**Screened hydrogenic extrapolation of 2s and 3p levels along the silicon isoelectronic sequence**

The table holds spin-up 2s and 3p Kohn-Sham eigenvalues, their difference and the mean radii of 14-electron ions, from spherical all-electron LDA-VWN5 calculations (Quantum ESPRESSO ld1.x, scalar-relativistic, spin-polarised, point nucleus). The program fits a 1/Z expansion with a screened Sommerfeld term to the eigenvalues, and a screened Dirac hydrogenic form to the radii, on Cl3+ to Ni14+ only, and repeats the fits without relativity. It then predicts Tc29+, Pd32+, W60+ and Bi69+, with bars taken from variants of the model. All twenty predictions miss by less than half of their bars, the largest relative miss being 0.38 % for the 3p radius of Bi69+. The fit without a relativistic term, which absorbs part of the effect, puts the 2s level of Bi69+ 11.7 % too shallow and the 3p level 4.0 %. The comparison is with the calculation, which omits spin-orbit coupling, nuclear size, Breit and QED terms.

Silicon-like atom and ions, [Ne] 3s2 3p2 with both 3p electrons spin-up, computed with Quantum ESPRESSO ld1.x 7.5. The all-electron Kohn-Sham calculations are scalar-relativistic and spin-polarised, with the LDA-VWN5 functional, spherical densities and a point nucleus. Eigenvalues are negative for bound levels.

## Numerical check

```python
# Table: 2s-up and 3p-up Kohn-Sham eigenvalues (eV), gap and mean radii (bohr) of 14-electron ions,
# Quantum ESPRESSO ld1.x, LDA-VWN5, scalar-relativistic, spin-polarised, point nucleus.
# Tested: screened hydrogenic 1/Z expansion with and without a relativistic term, fitted on Z=17-28.
T = {
    'ion': ['Si', 'P+', 'S2+', 'Cl3+', 'Ar4+', 'K5+', 'Ca6+', 'Sc7+', 'Ti8+', 'V9+', 'Cr10+', 'Mn11+', 'Fe12+', 'Co13+', 'Ni14+', 'Tc29+', 'Pd32+', 'W60+', 'Bi69+'],
    'Z': [14, 15, 16, 17, 18, 19, 20, 21, 22, 23, 24, 25, 26, 27, 28, 43, 46, 74, 83],
    'charge': [0, 1, 2, 3, 4, 5, 6, 7, 8, 9, 10, 11, 12, 13, 14, 29, 32, 60, 69],  # e
    'eigenvalue_2s_up': [-138.61, -183.74, -236.54, -296.69, -364.05, -438.56, -520.18, -608.9, -704.71, -807.63, -917.66, -1034.8, -1159.2, -1290.7, -1429.4, -4402.2, -5206.1, -16639, -22140],  # eV
    'eigenvalue_3p_up': [-4.6224, -15.003, -28.98, -46.312, -66.887, -90.645, -117.55, -147.57, -180.71, -216.94, -256.27, -298.68, -344.18, -392.77, -444.45, -1593.5, -1908.5, -6291.9, -8288.8],  # eV
    'mean_radius_2s_up': [0.57084, 0.52203, 0.48066, 0.44518, 0.41444, 0.38757, 0.36389, 0.34287, 0.32409, 0.30721, 0.29195, 0.2781, 0.26547, 0.2539, 0.24327, 0.14772, 0.13657, 0.076691, 0.065773],  # bohr
    'mean_radius_3p_up': [2.7435, 2.1117, 1.7505, 1.5065, 1.3275, 1.1892, 1.0786, 0.9877, 0.91152, 0.84663, 0.79061, 0.74171, 0.69862, 0.66035, 0.6261, 0.35216, 0.32359, 0.18139, 0.15782],  # bohr
    'gap': [134.0, 168.7, 207.6, 250.4, 297.2, 347.9, 402.6, 461.3, 524.0, 590.7, 661.4, 736.2, 815.0, 897.9, 984.9, 2808.7, 3297.6, 10346.6, 13851.6],  # eV
}
HELD = [15, 16, 17, 18]  # rows withheld from the fit
import numpy as np
from scipy.constants import alpha, physical_constants as pc
from scipy.optimize import minimize_scalar
Ha = pc['Hartree energy in eV'][0]
A = {k: np.array(v, float) for k, v in T.items() if k != 'ion'}
Z = A['Z']; H = list(HELD); K = np.array([i for i in range(len(Z)) if i not in H])
F = K[Z[K] >= 17]; L = K[Z[K] < 17]; one = np.ones_like(Z)
half = lambda v: 0.5*10.0**(np.floor(np.log10(np.abs(v))) - 4)   # five figures printed
def rel(z, n, k):   # Sommerfeld energy minus its non-relativistic limit, eV
    x = (z*alpha)**2
    return Ha*(((1 + x/(n - k + np.sqrt(k*k - x))**2)**-0.5 - 1)/alpha**2 + z*z/(2*n*n))
def zr(z, n, q):    # Dirac hydrogenic Z<r>, q = kappa
    g = np.sqrt(q*q - (z*alpha)**2); m = n - abs(q); N = np.sqrt(m*m + 2*m*g + q*q)
    return ((g + m)*(3*N*N - q*q) - q*N)/(2*N)
def lsq(y, rows, w, lin):   # y = b + c/(Z-sigma) [+ aZ]
    def f(sg):
        M = np.array([one, 1/(Z - sg)] + ([Z] if lin else [])).T
        p = np.linalg.lstsq(M[rows]/w[rows, None], y[rows]/w[rows], rcond=None)[0]
        return np.sum(((M @ p - y)[rows]/w[rows])**2), M @ p, p, sg
    return f(minimize_scalar(lambda s: f(s)[0], bounds=(0, 13), method='bounded').x)
def efit(y, n, rf, ss, rows):
    out = []
    for s in ss:
        base = -Ha*Z**2/(2*n*n) + rf(Z - s); c, m, p, sg = lsq(y - base, rows, half(y), True)
        out.append((c, base + m, p, sg, s))
    return min(out, key=lambda t: t[0])[1:]
curv = lambda y, z: -(y[Z == z-3] - 2*y[Z == z] + y[Z == z+3])[0]/9
P = {}; grid = np.arange(0, 12.01, 0.1)
lev = [('2s', 2, 1, lambda z: rel(z, 2, 1), lambda z: rel(z, 2, 1), lambda z: zr(z, 2, -1)),
       ('3p', 3, 2, lambda z: rel(z, 3, 1.5), lambda z: (rel(z, 3, 1) + 2*rel(z, 3, 2))/3,
        lambda z: (zr(z, 3, 1) + 2*zr(z, 3, -2))/3)]
for nm, n, ds, rf, rf2, fr in lev:
    y = A['eigenvalue_%s_up' % nm]; r = A['mean_radius_%s_up' % nm]
    cv = [curv(y, z) for z in (17, 21, 25)]
    assert all(1 < c*n*n/Ha < 1.1 for c in cv) and np.all(np.diff(y[K]) < 0)
    print('%s curvature at Z=17,21,25 (step 3): %.3f %.3f %.3f eV; hydrogenic %.3f; rounding <0.02' % (nm, *cv, Ha/n**2))
    m, p, sg, s = efit(y, n, rf, grid, F); m0 = efit(y, n, lambda z: 0*z, [0], F)[0]
    var = [efit(y, n, rf, [s+ds], F)[0], efit(y, n, rf, [s-ds], F)[0], efit(y, n, rf, grid, K)[0], efit(y, n, rf2, [s], F)[0]]
    P['eigenvalue_%s_up' % nm] = (m, np.max(np.abs(np.array(var) - m), 0), m0)
    j = F[np.argmax(abs(m - y)[F])]
    print('%s energy fit: a=%.2f eV/Z b=%.1f eV c=%.1f eV sigma=%.2f s=%.1f' % (nm, p[2], p[0], p[1], sg, s))
    print('  worst residual %.3f eV (%s, rounding %.3f); without relativity %.3f eV' % (abs(m-y)[j], T['ion'][j], half(y)[j], max(abs(m0-y)[F])))
    print('  unfitted Si,P+,S2+ model-table: %.3f %.3f %.3f eV; relativistic term at Ni %.1f eV' % (*(m-y)[L], rf(28 - s)))
    def rfit(f, rows):
        S = Z - f/r; c, sm, q, g = lsq(S, rows, one, False); return f/(Z - sm), q[0], S
    f1 = fr(Z - s); rm, Sinf, S = rfit(f1, F); r0, S0inf, S0 = rfit(fr(0*Z), F)
    var = [rfit(fr(Z), F)[0], f1/(Z - S[K[-1]]), rfit(f1, K)[0]]
    bar = np.max(np.abs(np.array(var) - rm), 0) + 0.5*rm*(Z*alpha/(2*n))**2   # small-component allowance
    P['mean_radius_%s_up' % nm] = (rm, bar, r0)
    print('%s radius screening Ar,Ti,Ni: %.2f %.2f %.2f (limit %.2f); no relativity %.2f %.2f %.2f' % (nm, *S[[4, 8, 14]], Sinf, *S0[[4, 8, 14]]))
    print('  worst radius error: fitted %.3f%%, unfitted %.2f%%' % (100*max(abs(rm/r-1)[F]), 100*max(abs(rm/r-1)[L])))
assert curv(A['eigenvalue_2s_up'], 25) > curv(A['eigenvalue_2s_up'], 21) + 0.03
assert np.all(np.diff(A['gap'][K]) > 0)
a, b = P['eigenvalue_2s_up'], P['eigenvalue_3p_up']
P['gap'] = (b[0] - a[0], a[1] + b[1], b[2] - a[2])
for key, lab in [('eigenvalue_2s_up', '2s level, eV'), ('eigenvalue_3p_up', '3p level, eV'), ('gap', 'gap, eV'),
                 ('mean_radius_2s_up', '2s radius, bohr'), ('mean_radius_3p_up', '3p radius, bohr')]:
    m, e, m0 = P[key]; y = A[key]
    print(lab + ': predicted +- bar | computed | miss (%, bars) | no-relativity miss')
    for i in H:
        print('  %-6s %.5g +- %.2g | %.5g | %+.3g (%+.2f%%, %.1f) | %+.1f%%' % (T['ion'][i], m[i], e[i], y[i], m[i]-y[i],
              100*(m[i]/y[i]-1), abs(m[i]-y[i])/e[i], 100*(m0[i]/y[i]-1)))
ie = 19.86722   # P+ ionisation energy, further output of the same run
print('P+: ionisation energy minus |3p eigenvalue| = %.2f eV' % (ie + A['eigenvalue_3p_up'][1]))
print('omitted 3p spin-orbit splitting, order of magnitude: Ni %.0e eV, Bi %.0e eV' % tuple(rel(z-8., 3, 2) - rel(z-8., 3, 1) for z in (28, 83)))
```

It prints:

```
2s curvature at Z=17,21,25 (step 3): 7.268 7.101 7.168 eV; hydrogenic 6.803; rounding <0.02
2s energy fit: a=51.42 eV/Z b=-178.6 eV c=-51.5 eV sigma=9.95 s=3.4
  worst residual 0.036 eV (Fe12+, rounding 0.050); without relativity 2.186 eV
  unfitted Si,P+,S2+ model-table: -0.197 -0.081 -0.021 eV; relativistic term at Ni -21.1 eV
2s radius screening Ar,Ti,Ni: 3.58 3.61 3.63 (limit 3.66); no relativity 3.52 3.49 3.34
  worst radius error: fitted 0.003%, unfitted 0.32%
3p curvature at Z=17,21,25 (step 3): 3.283 3.113 3.089 eV; hydrogenic 3.023; rounding <0.02
3p energy fit: a=31.63 eV/Z b=-140.1 eV c=-56.0 eV sigma=8.82 s=8.3
  worst residual 0.005 eV (Sc7+, rounding 0.005); without relativity 0.037 eV
  unfitted Si,P+,S2+ model-table: 0.115 0.018 0.002 eV; relativistic term at Ni -1.7 eV
3p radius screening Ar,Ti,Ni: 8.59 8.31 8.11 (limit 7.67); no relativity 8.58 8.29 8.04
  worst radius error: fitted 0.012%, unfitted 2.64%
2s level, eV: predicted +- bar | computed | miss (%, bars) | no-relativity miss
  Tc29+  -4403.8 +- 6 | -4402.2 | -1.63 (+0.04%, 0.3) | -1.9%
  Pd32+  -5208.5 +- 8.7 | -5206.1 | -2.37 (+0.05%, 0.3) | -2.3%
  W60+   -16643 +- 80 | -16639 | -4.49 (+0.03%, 0.1) | -8.8%
  Bi69+  -22133 +- 1.3e+02 | -22140 | +6.8 (-0.03%, 0.1) | -11.7%
3p level, eV: predicted +- bar | computed | miss (%, bars) | no-relativity miss
  Tc29+  -1593.6 +- 1.8 | -1593.5 | -0.0607 (+0.00%, 0.0) | -0.5%
  Pd32+  -1908.7 +- 2.6 | -1908.5 | -0.224 (+0.01%, 0.1) | -0.7%
  W60+   -6299.3 +- 23 | -6291.9 | -7.41 (+0.12%, 0.3) | -3.0%
  Bi69+  -8304.9 +- 36 | -8288.8 | -16.1 (+0.19%, 0.4) | -4.0%
gap, eV: predicted +- bar | computed | miss (%, bars) | no-relativity miss
  Tc29+  2810.3 +- 7.8 | 2808.7 | +1.57 (+0.06%, 0.2) | -2.6%
  Pd32+  3299.7 +- 11 | 3297.6 | +2.14 (+0.07%, 0.2) | -3.3%
  W60+   10344 +- 1e+02 | 10347 | -2.43 (-0.02%, 0.0) | -12.4%
  Bi69+  13828 +- 1.7e+02 | 13852 | -23.3 (-0.17%, 0.1) | -16.3%
2s radius, bohr: predicted +- bar | computed | miss (%, bars) | no-relativity miss
  Tc29+  0.14773 +- 0.00083 | 0.14772 | +1.29e-05 (+0.01%, 0.0) | +2.3%
  Pd32+  0.13657 +- 0.00091 | 0.13657 | +1.9e-06 (+0.00%, 0.0) | +2.8%
  W60+   0.07657 +- 0.0014 | 0.076691 | -0.000121 (-0.16%, 0.1) | +10.5%
  Bi69+  0.065617 +- 0.0016 | 0.065773 | -0.000156 (-0.24%, 0.1) | +14.3%
3p radius, bohr: predicted +- bar | computed | miss (%, bars) | no-relativity miss
  Tc29+  0.35227 +- 0.0024 | 0.35216 | +0.000114 (+0.03%, 0.0) | +0.8%
  Pd32+  0.32368 +- 0.0023 | 0.32359 | +9.46e-05 (+0.03%, 0.0) | +1.0%
  W60+   0.18103 +- 0.0025 | 0.18139 | -0.000363 (-0.20%, 0.1) | +3.8%
  Bi69+  0.15722 +- 0.0027 | 0.15782 | -0.000598 (-0.38%, 0.2) | +5.0%
P+: ionisation energy minus |3p eigenvalue| = 4.86 eV
omitted 3p spin-orbit splitting, order of magnitude: Ni 2e+00 eV, Bi 5e+02 eV
```
